## A hop cut into seven pictures

A silicon atom sits on the close-packed (111) face of aluminium, in a hollow between three Al atoms. It moves to the next hollow of the same kind, one surface lattice vector away. The calculation, at the PBE level, describes this hop by a nudged elastic band: a chain of pictures of the moving atom, each relaxed sideways until the chain lies along an easy route. The two outer pictures are the resting places.

Row 5 is known in advance. It is the highest picture, 0.118 eV above the start, and a separate check of the forces around it shows a true saddle point: the energy falls along one direction and rises across it. The other six have lost their numbers. Which is which, and how much of the answer lies in the energy alone?

Ansatz 0.2.0, PBE with PAW and plane waves to 420 eV: Si hopping between hollows on a three-layer 2×3 Al(111) slab with six Al atoms fixed, 3×2×1 k mesh, Gaussian smearing of 0.15 eV, no spin polarisation. Climbing-image nudged elastic band between relaxed ends, force limit 0.03 eV/Å; band forces are largest components. Candidates: 4, 1, 6, 2, 7, 3.

```tsv
row	energy over the start (eV)	path length (Å)	band force (eV/Å)
A	0.016	0.653	0.014
B	0.000	3.760	n/a
C	0.053	1.308	0.022
D	0.054	1.965	0.023
E	0.061	3.190	0.018
F	0.000	0.000	n/a
```

## What the energy can tell

Cover the path length for a moment and read only the energy over the start. B and F lie at zero, so they are the two ends. Their energies must agree, because a shift by a lattice vector turns one resting place into the other. For the same reason no energy, however accurate, can say which of them is the start.

A, C, D and E remain for rows 2, 3, 4 and 6. Suppose that the energy climbs steadily to row 5 and then falls steadily. One of the four letters then belongs to row 6, and the other three fill rows 2 to 4 in rising order. Any of the four may be the one beyond the top, so four orders survive. If the path had a dip on the way up, there would be still more.

## What the saddle adds

Close to a saddle the energy along the path is an upside-down parabola,

$$V(s)\approx V_5-\tfrac12 k\,(s-s_5)^2 .$$

Here $V$ is the energy over the start, $s$ is the path length up to a given picture, and $V_5$ and $s_5$ are the values of row 5. The constant $k$ says how sharply the top bends. The force check at the saddle gives $k=0.39$ eV/Å², so nothing is fitted to the other pictures.

Let one more fact be known: row 6 lies 0.57 Å beyond the top. The estimate is then

$$V_6\approx 0.118-\tfrac12\times0.39\times0.57^2\approx0.055\ \text{eV}.$$

C, D and E all lie within 0.01 eV of this value, while A lies about 0.04 eV below it. A is therefore an unlikely row 6. Between the other three a parabola of this quality can't decide, and C and D differ by only 0.001 eV, which has no meaning here. Energy and curvature together leave the ends interchangeable and three orders open.

## What the position settles

Now uncover the path length. It grows from each picture to the next by construction, so it puts the letters in the order F, A, C, D, then the known row 5, then E and B. All six assignments are now sure. The choice between F and B remains a matter of naming: run the hop backwards, and start and end change places.

The rows with their labels:

```tsv
row	energy over the start (eV)	path length (Å)	band force (eV/Å)
1	0.000	0.000	n/a
2	0.016	0.653	0.014
3	0.053	1.308	0.022
4	0.054	1.965	0.023
5	0.118	2.621	0.014
6	0.061	3.190	0.018
7	0.000	3.760	n/a
```

The lesson goes beyond this puzzle. An energy says how high the atom is, but not on which side of the pass it stands. The height of a barrier can be read from the energies alone, but the shape of the path can't: the order of the pictures has to come from the geometry.

## Why the atom takes a detour

The straight line between the two hollows is 2.86 Å long. On an ideal surface it passes, seen from above, only 0.83 Å from the centre of an Al atom. Silicon would have to climb almost on top of that atom and give up most of its contact with the others. Going round is cheaper.

The natural detour leads over a bridge, the place between two Al atoms, into the neighbouring hollow of the other kind, and over a second bridge to the goal. At each bridge silicon keeps two of its three close neighbours. The two bonds that remain can shorten and strengthen, which pays back part of the loss. This is a common reason why atoms move easily over close-packed metal faces. Here it is an expectation, since the table holds no bond lengths.

The lengths support this picture without proving it. Two sideways steps through the neighbouring hollow add up to 3.31 Å, and the band is longer still, at 3.76 Å. The rest may come from silicon rising over the bridges or from Al atoms giving way; the total length doesn't separate the two. The saddle lies at 0.70 of the path, near the three-quarter mark where the second bridge belongs.

## Why one smooth hump fails

The simplest sketch of a hop is a single symmetric hump,

$$V(s)=V_5\sin^2(\pi s/L),$$

where $L$ is the whole path length. It takes its height and length from the table and has no fitted constant. Over the five inner rows its typical error is 0.04 eV, about a third of the barrier. It puts the top in the middle, where the band has only 0.054 eV, probably because the detour passes near a second hollow there and not over a ridge.

The parabola does better, but only close to the top. It is about a tenth too low at row 6 and more than a third too low at row 4. That is the side on which the path should level out towards the middle hollow, and a parabola knows nothing of a hollow. The printed output after this text compares both models with the rows; neither was fitted to them.

## The first bridge that hardly shows

A detour over two bridges should have two equal tops. On ideal Al(111) a mirror plane stands across the hop, halfway along, and exchanges the two bridges. The saddle lies 1.14 Å before the end, so an equal top should stand 1.14 Å after the start. Interpolation between rows 2 and 3 gives only 0.04 eV there.

Could the first top be hiding between two pictures? Take the saddle parabola and reflect it into the first half of the path. It would lift row 3 to 0.112 eV, but the calculation finds 0.053 eV. A first top of the same height, shape and place is thus absent from this band, although a small dip or a low, narrow rise could still slip between the pictures.

On the ideal surface the two bridges are equal, so the difference is not a direction that silicon prefers. It comes from the calculation, and there are two suspects. The first is the model of the surface. The repeated cell is two lattice steps wide one way and three the other, which breaks the mirror. The coarse k mesh may enlarge the effect in a metal like aluminium. The second suspect is the band itself. It settles on a route near its first guess, and it may cross two equal bridges in different ways, for instance with the Al atoms giving way at one and not at the other. How much each contributes is untested. A cell that keeps the mirror, a denser mesh and a second band begun from another guess would be the way to find out.

## The same hop on a square face

Now picture the same atom on the square (100) face of aluminium, a case not calculated here. There the straight line from one hollow to the next crosses a bridge at its midpoint, with no second hollow on the way. The path should be nearly straight and have one top in the middle, so the symmetric hump would be a sensible first sketch. Silicon would also go from four close neighbours to two, and hops are generally harder on such open faces than on close-packed ones. Some atoms avoid the hop by trading places with a surface atom, which this sketch leaves out.

The rule for guessing a profile is to draw the surface atoms first. Count the bridges that the moving atom must cross, then ask how many neighbours it loses at each. The bridges suggest how many tops to look for, and the lost neighbours give a feeling for their height. This is a first guess only: the band above shows one clear top where the rule expects two.

## What the barrier means

At 300 K the barrier is about 4.6 times the thermal energy $k_\mathrm{B}T$, where $k_\mathrm{B}$ is Boltzmann's constant. The factor $e^{-4.6}$ is about 0.01, so roughly one attempt in a hundred succeeds. An atom in a hollow makes a very large number of attempts each second, and silicon on this clean, flat face would therefore wander freely at room temperature.

The height itself is provisional. Two bridges that should be equal come out clearly different, which is a warning in itself, and another band might find an easier route. The slab has only three layers and no dipole correction, and the small cell and coarse k mesh also enter the barrier. Functionals of this kind tend to make barriers too low, and zero-point motion is left out. At 300 K an extra 0.06 eV would slow the hop about tenfold.

Aluminium serves as a contact metal on silicon devices, where silicon atoms can move into the metal. A low barrier here suggests that a lone silicon atom on a clean aluminium terrace wanders quickly until a step or another atom catches it, or until it trades places with an Al atom of the surface. Motion inside the contact, through the metal or along its grain boundaries, follows other paths with other barriers.

Numerical output:

```
One symmetric hump against the band:
  row  fraction of path  energy eV   hump eV  hump less energy eV
    1                 0          0         0                    0
    2            0.1737      0.016   0.03178              0.01578
    3            0.3479      0.053   0.09304              0.04004
    4            0.5226      0.054    0.1174              0.06341
    5            0.6971      0.118   0.07826             -0.03974
    6            0.8484      0.061    0.0248              -0.0362
    7                 1          0  1.77e-33             1.77e-33
Rms miss of the symmetric hump over the five inner images, eV: 0.04186
Energy of row 4 less row 3, eV: 0.001
Energy of row 6 less row 4, eV: 0.007
Mean spacing of images before the saddle, angstrom: 0.6552
Mean spacing of images after the saddle, angstrom: 0.5695
Saddle parabola at row 6, eV: 0.05454
Saddle parabola less energy at row 6, eV: -0.006457
Saddle parabola at row 4, eV: 0.03365
Saddle parabola less energy at row 4, eV: -0.02035
Miss of the parabola if the energy of row 2 stood at row 6, eV: 0.03854
Straight displacement of Si, angstrom: 2.864
Closest approach of the straight line to an Al atom in plan, ideal surface, angstrom: 0.8268
Two lateral steps through the neighbouring hollow, ideal surface, angstrom: 3.307
Band length less these two steps, angstrom: 0.4529
Distance of the saddle from the end along the path, angstrom: 1.139
Energy interpolated at the same distance from the start, eV: 0.04345
Mirrored saddle parabola at row 2, eV: 0.07171
Mirrored saddle parabola at row 3, eV: 0.1124
Mirrored parabola less energy at row 2, eV: 0.05571
Mirrored parabola less energy at row 3, eV: 0.0594
Barrier in units of kT at 300 K: 4.564
```
